# Margin notes on the magnetic valence: what moves the moment of YCo$_5$ and Y$_2$Co$_{17}$

**The question.** YCo$_5$ and Y$_2$Co$_{17}$ are ferromagnets whose moment is carried by the cobalt 3d band. One thing is changed at a time: an atom on the Co site, an atom on the Y site, the Y:Co ratio, the volume, the temperature. Which way does the saturation moment move, and by how much? Each note argues the sign first and then computes the size.

## Note 1. Beside the formula: what is identity and what is assumption

Moments are spin moments in $\mu_B$ with $g=2$, at 0 K unless stated. The majority spin is $\uparrow$. $Z$ counts the valence electrons of an atom; a filled or half-filled 4f shell belongs to the core. From $Z=N^\uparrow+N^\downarrow$ and $m=N^\uparrow-N^\downarrow$,

$$m=2N^\uparrow-Z .$$

Summed over a cell this is an identity. Physics enters with $N^\uparrow$. If the Fermi level lies in a gap of the majority d states, each atom supplies either five d states below the gap or none, $N_d^\uparrow=5$ or $0$. Define the magnetic valence $Z_m=2N_d^\uparrow-Z$, and let $s=2N_{sp}^\uparrow$ be twice the remaining majority count per atom. For $n_i$ atoms of species $i$ in the formula unit,

$$M=\sum_i n_i\,(Z_{m,i}+s_i),\qquad m=\langle Z_m\rangle+\langle s\rangle ,$$

where $m$ and the averages refer to all atoms, yttrium included. This is the generalised Slater-Pauling construction of Williams, Moruzzi, Malozemoff and Terakura (1983).

| atom | Fe | Co | Ni | Cu | Y | Zr | Ti | V | Cr | Al | Si | B |
|---|---|---|---|---|---|---|---|---|---|---|---|---|
| $Z$ | 8 | 9 | 10 | 11 | 3 | 4 | 4 | 5 | 6 | 3 | 4 | 3 |
| $N_d^\uparrow$ | 5 | 5 | 5 | 5 | 0 | 0 | 0 | 0 | 0 | 0 | 0 | 0 |
| $Z_m$ | 2 | 1 | 0 | $-1$ | $-3$ | $-4$ | $-4$ | $-5$ | $-6$ | $-3$ | $-4$ | $-3$ |

Replacing atom A by atom X gives the response used throughout:

$$\Delta M=2\,\Delta N_d^\uparrow-\Delta Z+\Delta s,\qquad \Delta Z=Z_X-Z_A .$$

The first two terms are integers. All the uncertainty sits in $\Delta s$ and in the survival of the gap.

## Note 2. The starting values, and why one $s$ is not enough

Set A uses the typical late-3d value $s=0.6$ for every atom. YCo$_5$ has $\langle Z_m\rangle=(5-3)/6=0.333$ and $M=2+6(0.6)=5.6$. Y$_2$Co$_{17}$ has $\langle Z_m\rangle=11/19=0.579$ and $M=11+19(0.6)=22.4$. For YCo$_5$ this model value lies about 30 per cent below the typical low-temperature saturation moment of roughly $8\,\mu_B$ per formula unit. Part of the shortfall is orbital moment, typically about $0.25\,\mu_B$ per Co or $1.25\,\mu_B$ per formula unit, which no spin count contains.

Set B keeps $s_{\rm Co}=0.6$ and chooses $s_{\rm Y}$ to reproduce a typical spin moment of $7.0\,\mu_B$ for YCo$_5$: $5(1.6)-3+s_{\rm Y}=7.0$ gives $s_{\rm Y}=2.0$. The 7.0 is therefore an input. For Y$_2$Co$_{17}$ the model then gives $17(1.6)+2(-3+2.0)=25.2$. The large $s_{\rm Y}$ shows that the label "sp" is too narrow: $s$ collects every majority state beyond five per Co, including the low-energy tail of the broad Y 4d band (Note 5). Set B is used below unless set A is named.

## Note 3. Change: Fe, Ni or Cu on the Co site

*Reasoning.* These atoms keep five majority d states. With the majority band full, a removed electron must come out of the minority band, and the moment rises by one. Iron should raise $M$, nickel lower it equally, copper lower it twice as much. The starting value plays no part.

*Calculation.* With $\Delta N_d^\uparrow=0$ and $\Delta s=0$, $\Delta M=-\Delta Z$, the branch of slope $-1$ in $m$ against electron number. Per substituted atom this is 1, $-1$ and $-2$. Replacing 5 per cent of the cobalt means 0.25 atoms in YCo$_5$ and 0.85 in Y$_2$Co$_{17}$. The model's relative changes in per cent are 3.6 and 3.4 for Fe, $-3.6$ and $-3.4$ for Ni, $-7.1$ and $-6.7$ for Cu.

*The step that is usually skipped* is $\Delta s=0$. Its size can be gauged with rigid bands. Let the d bands be split by $\Delta=Im$, with $I$ the Stoner parameter and all densities of states $D$ per atom and spin, so that the Stoner criterion reads $ID>1$. An unsplit sp band has $D_s$ at the Fermi level $\mu$. Adding $dn$ electrons gives $dn_d^\downarrow=D_\downarrow(d\mu-I\,dm/2)$, $dm=-dn_d^\downarrow$ and $dn=dn_d^\downarrow+2D_s\,d\mu$. Eliminating $d\mu$,

$$\frac{dm}{dn}=-\frac{1}{1+2D_s\,(1/D_\downarrow-I/2)} .$$

A free-electron band with 0.3 electrons per spin and an assumed occupied width of 7 eV has $D_s=\tfrac32(0.3)/7=0.06\ \text{eV}^{-1}$. With a typical $I=0.9$ eV and an assumed $D_\downarrow=0.6\ \text{eV}^{-1}$ the denominator is 1.146 and the slope $-0.87$. In an alloy the changed nuclear charge mainly moves the d level of the substituted site, and $\mu$ moves less against the sp band than rigid bands say. The correction of 13 per cent is thus a generous estimate.

## Note 4. Change: more and more Fe

*Reasoning.* The gain cannot last, because the majority band stays full only while its top lies below $\mu$. Let $u$ be the depth of $\mu$ below the top of the minority d band, fixed by the number of holes, $\int_0^u D_\downarrow\,du'=m_d$. For bands of equal shape the majority top lies $Im_d$ below the minority top, so the margin is

$$\delta=Im_d-u,\qquad \frac{d\delta}{dm_d}=I-\frac{1}{D_\downarrow(\mu)} .$$

Extra holes widen the splitting, and they also lower $\mu$. The second effect wins where $D_\downarrow<1/I=1.11\ \text{eV}^{-1}$, that is, where $\mu$ sits in a valley of the minority density of states. A rectangular band cannot show this: it gives $\delta\propto m_d$, with one sign for all fillings.

*Calculation.* For YCo$_5$ put $m_d=7.0/5=1.4$, so that $\Delta=1.26$ eV. Assume $\delta_0=0.2$ eV, a value chosen with a view to Note 8. Then $u_0=1.06$ eV, and the mean density over the hole window is $1.4/1.06=1.32\ \text{eV}^{-1}$, well above the 0.6 at $\mu$, as for a band peaked near its top. The margin changes at $0.9-1/0.6=-0.77$ eV per $\mu_B$ and is used up after $\delta m_d=0.26$. In an averaged-site picture this is an iron fraction of 0.26 on the Co sites, or 0.30 with the slope of Note 3. The model's largest gain is $5(0.26)=1.3\,\mu_B$ per formula unit.

Beyond that point both spins have d states at $\mu$: $dn^{\uparrow}=D_\uparrow(d\mu+I\,dm/2)$ and $dn^{\downarrow}=D_\downarrow(d\mu-I\,dm/2)$. Solving the pair for $dm$ at given $dn$,

$$\frac{dm}{dn}=\frac{D_\uparrow-D_\downarrow}{D_\uparrow+D_\downarrow-2ID_\uparrow D_\downarrow} .$$

For $D_\uparrow\to0$ this returns $-1$. The slope changes sign at $D_\uparrow=D_\downarrow$, which is the summit of the Slater-Pauling curve. An assumed $D_\uparrow=1.0\ \text{eV}^{-1}$ gives 0.77: in the model each further Fe atom now lowers $M$ by that amount. The threshold depends on $\delta_0$ linearly and on $D_\downarrow$ steeply, so only its existence is a result. With $\delta_0$ chosen for compression and not for alloying, the model places the summit too early and the gain too low, each by a factor of about 2: in Y-(Co,Fe) compounds the moment typically keeps rising up to 60 to 70 per cent Fe, with a typical gain of 2 to $3\,\mu_B$ per 1:5 formula unit. Continued from a summit at 0.26 to full replacement, the model's line ends at $7.0+1.3-0.77(5)(0.74)=5.5$, below YCo$_5$, whereas the iron-rich end typically lies well above it. One cause is the assumed step of $D_\uparrow$ from zero to 1.0 eV$^{-1}$, which merges threshold and summit; a gradual rise of $D_\uparrow$ would let $M$ climb further until $D_\uparrow=D_\downarrow$.

## Note 5. Change: Ti, V, Cr, Mn, Al or Si on the Co site

*Reasoning.* Ti, V and Cr have fewer electrons than Co, so the branch of Note 3 would predict a gain. Simple dilution would predict a loss of $1.4\,\mu_B$ per atom. Both are wrong. The smaller nuclear charge binds the d level weakly, and the five majority d states of the site are lifted above $\mu$ (Friedel, 1958). Then $\Delta N^\uparrow=-5$. A metal screens the impurity completely, $\Delta N^\uparrow+\Delta N^\downarrow=\Delta Z$, so $\Delta N^\downarrow=\Delta Z+5$, and

$$\Delta M=\frac{dm}{dx}=-(10+\Delta Z),$$

with $x$ the fraction of all atoms replaced. The loss is large, and it grows from Ti to Cr. Al and Si have no occupied d states and obey the same count.

*Calculation*, for 5 per cent of the Co replaced:

| X | $\Delta Z$ | $\Delta M$ per atom | YCo$_5$, % | Y$_2$Co$_{17}$, % | $\Delta M$ if $s_X=2.0$ |
|---|---|---|---|---|---|
| Ti | $-5$ | $-5$ | $-18$ | $-17$ | $-3.6$ |
| V | $-4$ | $-6$ | $-21$ | $-20$ | $-4.6$ |
| Cr | $-3$ | $-7$ | $-25$ | $-24$ | $-5.6$ |
| Al | $-6$ | $-4$ | $-14$ | $-13$ | $-2.6$ |
| Si | $-5$ | $-5$ | $-18$ | $-17$ | $-3.6$ |

Dilution would give $-5$ per cent in every row. The count does not say where the loss sits; it is shared between a reversed moment on the impurity and reduced moments on the Co neighbours.

The last column sizes the neglected term. The expelled level is a resonance, and its tail stays occupied. For a Lorentzian holding five states, centred at $\varepsilon_d$ with half-width $\Gamma$,

$$N_X^\uparrow=\frac5\pi\left[\frac\pi2-\arctan\frac{\varepsilon_d-\mu}{\Gamma}\right],\qquad \Delta M=2N_X^\uparrow-10-\Delta Z .$$

Assumed values $\varepsilon_d-\mu=1.5$ eV and $\Gamma=0.3$ eV give $N_X^\uparrow=0.31$ and turn the $-6$ of vanadium into $-5.4$. The excess $s_{\rm Y}-s_{\rm Co}=1.4$ of set B corresponds to $N^\uparrow=0.7$, or $\Gamma/(\varepsilon_d-\mu)=0.47$, a broad level. If a substituent behaved like Y, its slope would be that of the last column; for Al and Si an excess would have to come from p states. The integer slopes are therefore best read as the steep end of a range up to 1.4 wide. The sign is safe in every row.

Manganese, with $\Delta Z=-2$, lies between the branches: $\Delta M=2N^\uparrow-8$ runs from 2 to $-8$. It vanishes at $N^\uparrow=4$, which needs the majority level $\tan(0.3\pi)\,\Gamma=1.38\,\Gamma$ below $\mu$. Counting alone cannot give even the sign. Nor should the lines be followed far: the V line reaches $M=0$ at 1.2 atoms per YCo$_5$, but the splitting shrinks with $m_d$ and the full majority band is lost earlier.

## Note 6. Change: the atom on the Y site

*Reasoning.* La and Lu have $Z=3$ and $N_d^\uparrow=0$ like Y, so the integer terms vanish and only $\Delta s$ and the volume (Note 8) remain. Zr brings one more electron, which the full majority band cannot take, so $M$ falls by one. The doubt is whether $N_d^\uparrow=0$ makes sense when Y 4d and Co 3d states mix. Mixing changes the character of the states and leaves their number below a gap unchanged. It should move the site moments and leave the total alone.

*Calculation.* Take one Co level and one Y level a distance $E_\sigma$ above it, coupled by $V$. The lower eigenstate of the $2\times2$ matrix has Y weight

$$w_\sigma=\frac12\left[1-\frac{E_\sigma}{\sqrt{E_\sigma^2+4V^2}}\right].$$

Assume a mean separation of 3.0 eV. The splitting of 1.26 eV gives $E_\uparrow=3.63$ eV and $E_\downarrow=2.37$ eV. Five majority and 3.6 minority lower states are filled, so $m_{\rm Y}=5w_\uparrow-3.6\,w_\downarrow$. An assumed $V=0.5$ eV gives $w_\uparrow=0.018$, $w_\downarrow=0.039$ and the model's $m_{\rm Y}=-0.05$. Doubling it to 1.0 eV gives 0.062, 0.118 and $-0.11$. The Y moment is antiparallel because the minority Co level lies closer to the Y level. The total stays at $5-3.6=1.4$ for both $V$. So $Z_m=-3$ is a bookkeeping entry and not the moment of a Y atom. The two-level model gives the sign of $m_{\rm Y}$ but underestimates its magnitude by a factor of about 3 to 6 or more, against a typical induced Y moment in YCo$_5$ of roughly $-0.3\,\mu_B$ or larger in size. One reason is that it pairs each Y with a single Co, while the compound has five Co per Y.

For Zr on 10 per cent of the Y sites of Y$_2$Co$_{17}$, $\Delta M=-0.2$, or $-0.8$ per cent. A $\Delta s$ of a few tenths per Zr atom would alter this by a few tens of per cent.

Gd leaves the band count as it is and adds a $4f^7$ core spin of $7\,\mu_B$, antiparallel to the Co spin. The model gives $25.2-14=11.2$ for Gd$_2$Co$_{17}$. For GdCo$_5$ the spin terms cancel to zero, and the neglected Co orbital moment of about $1.25\,\mu_B$ decides the sign in favour of cobalt.

## Note 7. Change: Co pairs in place of Y

*Reasoning.* Y$_2$Co$_{17}$ derives from the CaCu$_5$-type cell of YCo$_5$ when every third Y is replaced by a pair of Co atoms: Y$_3$Co$_{15}\to$ Y$_2$Co$_{17}$. Two atoms with $Z_m=1$ enter and one with $Z_m=-3$ leaves. The moment must rise by more than that of two average Co atoms, $2.8\,\mu_B$, so the moment per Co must rise too.

*Calculation.* For Y$_{1-y}$Co$_{5+2y}$,

$$\frac{dM}{dy}=2(1+s_{\rm Co})-(-3+s_{\rm Y})=5+2s_{\rm Co}-s_{\rm Y}.$$

| | set A | set B |
|---|---|---|
| gain per pair | 5.6 | 4.2 |
| $M$ per Co, YCo$_5$ | 1.12 | 1.40 |
| $M$ per Co, Y$_2$Co$_{17}$ | 1.32 | 1.48 |
| $m$ per atom, YCo$_5$ | 0.93 | 1.17 |
| $m$ per atom, Y$_2$Co$_{17}$ | 1.18 | 1.33 |

Here $s$ does not cancel, since the number of atoms changes. A uniform $s=0.83$ also yields 7.0 for YCo$_5$, yet it gives 5.8 per pair and 26.8 for Y$_2$Co$_{17}$. One fitted moment does not fix this response; the sign holds, and the size lies between about 4 and 6.

Typical lattice constants are $a=4.94$ Å, $c=3.98$ Å for YCo$_5$ (one formula unit) and $a=8.36$ Å, $c=12.22$ Å for rhombohedral Y$_2$Co$_{17}$ in hexagonal axes (three units). With cell volume $\tfrac{\sqrt3}{2}a^2c$ the volumes per formula unit are 84.11 Å$^3$ and 246.5 Å$^3$, the latter to be set against $3\times84.11=252.3$ Å$^3$. The model's spin polarisation $\mu_0M\mu_B/V$ goes from 0.97 T to 1.19 T, a rise of 23 per cent: a factor 1.200 from the count and 1.024 from the volume. Set A gives 36 per cent.

The same arithmetic shows that the site matters for Zr. On a Y site it costs 1. In place of a Co pair it costs $(-4+s_{\rm Zr})-2(1.6)$, which is $-5.2$ for $s_{\rm Zr}=2.0$ and $-6.6$ for 0.6.

## Note 8. Change: static compression

*Reasoning.* Volume does not appear in $Z_m$, so the integer part of $M$ does not respond at all. The bands broaden, however, and $u$ grows with the bandwidth while $Im_d$ does not. The expected course is a weak decrease through $s$, followed by a fast one once $\delta$ reaches zero.

*Calculation.* For the weak part, a free-electron band holds $N\propto V(\mu-\varepsilon_0)^{3/2}$. If $\mu-\varepsilon_0$ scales as $V^{-2/3}$, $s$ is constant. If the d band holds $\mu-\varepsilon_0$ fixed, $s\propto V$ and $dM/d\ln V=\sum n_is_i=5.0$ for YCo$_5$, so $d\ln M/d\ln V=0.71$ and one per cent of compression costs $0.05\,\mu_B$.

For the threshold, the canonical d bandwidth scales as the inverse fifth power of the distance, $u\propto V^{-5/3}$. At fixed $m_d$, $d\delta/d\ln V=\tfrac53u_0=1.77$ eV, and to first order the margin is gone at a compression of 11 per cent. The value of $\delta_0$ was chosen to place this near the 10 per cent typical of the partial moment collapse of YCo$_5$, so the number is no prediction. The weak part rivals it. With $dm_d/d\ln V=1.0$, the loss of holes adds $-0.77$ eV, the rate becomes 1.00 eV and the threshold moves to 20 per cent.

What happens at the threshold follows from the denominator in Note 4. It vanishes when $1/D_\uparrow=2I-1/D_\downarrow$, here at $D_\uparrow=7.5\ \text{eV}^{-1}$. A majority band edge weaker than this gives a kink in $M(V)$; a sharper peak crossing $\mu$ makes the high-moment state unstable and gives a jump. With the same inputs, iron lowers $\delta_0$ and brings the threshold closer, and a little nickel pushes it away.

## Note 9. Change: from 0 K to 300 K

*Reasoning.* Single-particle spin flips need holes in the majority band, which cost $\delta_0\gg k_BT$. The count should be almost rigid, and the fall of $M$ must come from excitations outside it.

*Calculation.* At 300 K, $k_BT=0.02585$ eV. A majority edge with constant $D_\uparrow=1.0\ \text{eV}^{-1}$ holds $D_\uparrow k_BT\ln(1+e^{-\delta_0/k_BT})$ holes per Co. Each lowers the moment by two, so YCo$_5$ loses $1.1\times10^{-4}\,\mu_B$. The Sommerfeld shift of $\mu$ is larger: $(\pi^2/6)(k_BT)^2\,|d\ln D_\downarrow/d\varepsilon|=2.2$ meV for an assumed logarithmic slope of $2\ \text{eV}^{-1}$. Acting on $2D_s$ for six atoms it changes $M$ by $1.6\times10^{-3}\,\mu_B$, with a sign set by that slope.

Magnons with energy $\varepsilon_g+D_{sw}k^2$ each remove $2\mu_B$. Integrating the Bose function over $\mathbf k$,

$$\Delta M=-2V\left(\frac{k_BT}{4\pi D_{sw}}\right)^{3/2}\mathrm{Li}_{3/2}\!\left(e^{-\varepsilon_g/k_BT}\right),$$

with $\mathrm{Li}$ the polylogarithm. Assume an effective $D_{sw}=0.2$ eV Å$^2$, chosen so that the loss has the typical size of about 5 per cent. Without a gap the model gives $-0.46$. A typical anisotropy field of 15 T opens $\varepsilon_g=1.7$ meV and reduces this to $-0.32$. Either value is over a hundred times the single-particle terms. Heating tilts the local moments and leaves the electron count nearly intact, so the rule is to be applied to moments extrapolated to 0 K.

## Note 10. The same count in a memory stack: boron leaving CoFeB

*Reasoning.* In magnetic tunnel junctions an amorphous Co-Fe-B film crystallises on annealing and gives up boron to a neighbouring layer. Boron has $Z_m=-3$: its electrons fill minority states. The moment per transition-metal atom should rise, although no magnetic atom is added.

*Calculation.* For Co$_{40}$Fe$_{40}$B$_{20}$, $\langle Z_m\rangle=0.4+0.8-0.6=0.6$. With $s=0.6$ throughout, $m=1.2$ per atom, or 1.5 per metal atom. Boron-free Co$_{50}$Fe$_{50}$ has $1.5+0.6=2.1$. Each departing B returns $3-s_{\rm B}=2.4\,\mu_B$, and the model's total gain is 40 per cent. If $s_{\rm B}$ were as large as 2.0, the start would be 1.85 and the gain 14 per cent. As in Note 7 the number of atoms changes, so $s$ sets the size, and the change from amorphous to bcc order may shift $s$ as well. The sign is fixed as long as $s_{\rm B}<3$.